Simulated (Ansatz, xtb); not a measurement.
## Two isomers of C6H6BF

We compare X, `FBc1ccccc1`, a singlet, with Y, `C=C1C=CC(BF)=C1`, a singlet. Both are isolated molecules in the gas phase, relaxed with PBE0-D3(BJ)/def2-SVP; the shapes shown needn't be the lowest conformers.

X (Å):

```yaml
atoms:
  - { symbol: C, position_ang: [-0.8448, -0.0334, 1.2314] }
  - { symbol: C, position_ang: [-0.9056, -0.6427, -0.0350] }
  - { symbol: C, position_ang: [-0.5116, 0.0458, -1.1773] }
  - { symbol: C, position_ang: [-0.0491, 1.3594, -1.0706] }
  - { symbol: C, position_ang: [0.0194, 1.9829, 0.1756] }
  - { symbol: C, position_ang: [-0.3763, 1.2885, 1.3157] }
  - { symbol: B, position_ang: [-1.2784, -0.7824, 2.5134] }
  - { symbol: F, position_ang: [-1.7213, -2.0311, 2.4316] }
  - { symbol: H, position_ang: [-1.2350, -0.2800, 3.6159] }
  - { symbol: H, position_ang: [-1.2682, -1.6711, -0.1149] }
  - { symbol: H, position_ang: [-0.5627, -0.4369, -2.1563] }
  - { symbol: H, position_ang: [0.2607, 1.9014, -1.9679] }
  - { symbol: H, position_ang: [0.3819, 3.0106, 0.2540] }
  - { symbol: H, position_ang: [-0.3235, 1.7751, 2.2939] }
```

Y (Å):

```yaml
atoms:
  - { symbol: C, position_ang: [-0.7448, -1.2533, 2.4445] }
  - { symbol: C, position_ang: [-0.6165, -0.5267, 1.3188] }
  - { symbol: C, position_ang: [-0.2139, -0.9923, -0.0142] }
  - { symbol: C, position_ang: [-0.2197, 0.0744, -0.8461] }
  - { symbol: C, position_ang: [-0.6247, 1.2876, -0.1027] }
  - { symbol: C, position_ang: [-0.8590, 0.9138, 1.1909] }
  - { symbol: B, position_ang: [-0.7756, 2.7274, -0.6212] }
  - { symbol: F, position_ang: [-0.5293, 3.0074, -1.8967] }
  - { symbol: H, position_ang: [-0.5440, -2.3281, 2.4549] }
  - { symbol: H, position_ang: [-1.0546, -0.7890, 3.3846] }
  - { symbol: H, position_ang: [0.0391, -2.0238, -0.2586] }
  - { symbol: H, position_ang: [0.0319, 0.0673, -1.9075] }
  - { symbol: H, position_ang: [-1.1172, 3.6444, 0.0940] }
  - { symbol: H, position_ang: [-1.1749, 1.5636, 2.0084] }
```

Quicker runs give these differences E(Y) − E(X): GFN2-xTB +30.4 kcal/mol; HF/STO-3G +42.9 kcal/mol (at GFN2-xTB geometries); r2SCAN-D4/def2-SVP +35.6 kcal/mol (at GFN2-xTB geometries).

Task: Estimate E(Y) − E(X) at the level CCSD(T)/def2-SVP + ΔMP2/def2-TZVPP.

Result: Calculated at CCSD(T)/def2-SVP + ΔMP2/def2-TZVPP: E(Y) − E(X) = +31.3 kcal/mol, so structure X lies lower.

The same difference at several levels:

```
                             level              geometry  E(Y) − E(X) (kcal/mol)  departure from the last row (kcal/mol)  job, with rough time for the two
                          GFN2-xTB              GFN2-xTB                     +30.4                                    −0.9              optimisation, 0.13 s
                         HF/STO-3G              GFN2-xTB                     +42.9                                   +11.6              single point, 0.36 s
                r2SCAN-D4/def2-SVP              GFN2-xTB                     +35.6                                    +4.3               single point, 3.9 s
              PBE0-D3(BJ)/def2-SVP  PBE0-D3(BJ)/def2-SVP                     +35.4                                    +4.1                optimisation, 34 s
                       HF/def2-SVP  PBE0-D3(BJ)/def2-SVP                     +35.5                                    +4.2           part of the CCSD(T) run
                      MP2/def2-SVP  PBE0-D3(BJ)/def2-SVP                     +35.6                                    +4.3           part of the CCSD(T) run
                  CCSD(T)/def2-SVP  PBE0-D3(BJ)/def2-SVP                     +31.9                                    +0.6                      single point
CCSD(T)/def2-SVP + ΔMP2/def2-TZVPP  PBE0-D3(BJ)/def2-SVP                     +31.3                                                        single point, 85 s
```

As drawn, Y has 3 C=C, 3 C–C in place of 6 C∷C (∷ is an aromatic bond). Structure X has a 6-membered ring (with an aromatic ring), Y a 5-membered ring.

None of the levels shown reverses the order. The largest departure from CCSD(T)/def2-SVP + ΔMP2/def2-TZVPP is that of HF/STO-3G, 11.6 kcal/mol. The last row adds to CCSD(T) the change of the MP2 difference between the two basis sets, here −0.6 kcal/mol.

With thermal terms from frequencies at re-optimised GFN2-xTB minima (ideal gas, soft modes damped towards free rotors, one conformer each, 298.15 K, 1 atm): the zero-point term adds −1.4 kcal/mol; ΔH is +30.3 and ΔG +29.6 kcal/mol.

The correlated steps freeze 8 core orbitals. Codes used: Ansatz 0.2.0, xtb 6.7.1; the last row on 4 threads of Arm Neoverse V1 on a shared host.

The phenylborane X lies well below its fulvene isomer Y, by 31.3 kcal/mol, chiefly because Y gives up the aromatic sextet. Fulvene's three double bonds are cross-conjugated, and its ring gains only slight aromatic character from polarisation of the exocyclic bond towards the ring. The five-membered ring also forces its sp2 carbons to narrower angles than they prefer. The boryl group is unlikely to alter this balance much: it stays attached to an sp2 carbon in both isomers, and fluorine lone-pair donation already partly fills the empty boron p orbital.

Hartree–Fock and MP2 nearly coincide in the def2-SVP basis, at 35.5 and 35.6 kcal/mol, while CCSD(T) gives 31.9, so the lowering comes from correlation beyond second order, probably because MP2 overstabilises the delocalised benzene ring. Thermal terms narrow the gap only slightly and leave X clearly favoured. The energy difference is not itself an aromatic stabilisation energy, since it also contains ring strain and the changes in σ bonding and residual conjugation.
